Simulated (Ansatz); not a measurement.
# SrC₂: energy above lowest point against volume scale

All results are calculated (Ansatz 0.2.0). Free energy against uniform scaling of the volume at fixed shape and fractions; periodic cell, basis, potentials, k mesh and filling as listed.

The cell before it is scaled or strained (space group R-3m, No. 166):
```
SrC2
1.0
      2.5173     1.4534     2.3067
     -2.5173     1.4534     2.3067
      0.0000    -2.9068     2.3067
Sr C
1 2
Direct
  0.00000 0.00000 0.00000
  0.59156 0.59156 0.59156
  0.40844 0.40844 0.40844
```

Settings of every row: functional PBEsol; dispersion D4; potentials PAW; wave cutoff 500 eV; density cutoff 2000 eV; k mesh 6x6x6; k shift 0x0x0; occupations fixed; smearing width 0 eV; spin none.

Limits: the cell comes from a prototype or a list of computed structures and needn't be the stable phase.

| row | volume scale | V (Å³/atom) | energy above lowest point (meV/atom) |
| --- | --- | --- | --- |
| 1 | 0.94 | 15.866 | 1.6 |
| 2 | 0.96 | 16.204 | 0 |
| 3 | 0.98 | 16.541 | 2.5 |
| 4 | 1 | 16.879 | 8.8 |
| 5 | 1.02 | 17.216 | 18.6 |
| 6 | 1.04 | 17.554 | 31.3 |
| 7 | 1.06 | 17.892 | ? |

Question: what energy above lowest point should row 7 give?

Worked fit of energy above lowest point. Take u = (V_r/V)^(2/3) − 1 with V_r = 16.71 Å³ an atom, which is twice the finite (Eulerian) strain; such expansions in the strain, on which the Birch-Murnaghan equation of state is built, carry the rest volume and the bulk modulus. The shown rows have u = 0.03516, 0.02071, 0.0068, -0.00669, -0.01969, -0.03232. Least squares give energy above lowest point = 5.23 − 470 × u + 10436 × u² meV/atom; a straight line predicts inner rows, each left out in turn, worse (root mean square 4.6 against 0.064 meV/atom). The rows lie off it by 0.0, 0.0, 0.0, 0.0, 0.1, 0.0. Its lowest point lies at u = 0.0225, or V = 16.16 Å³ an atom, and the curvature there gives the bulk modulus at fixed shape and fractions, B = (4/9)(1 + u)² E″(u)/V = 96.2 GPa. Letting shape and atoms relax would as a rule lower it, by much in layered, chain or molecular crystals. The withheld row has u = -0.04454, so the fit gives 5.23 − 470 × (-0.04454) + 10436 × (-0.04454)² = 46.9 meV/atom.

The calculation gave 46.8 meV/atom. The fit lies 0.1 meV/atom (0.21 % of the column's range) above it, one unit of the last digit. This row lies beyond the range of the fit.
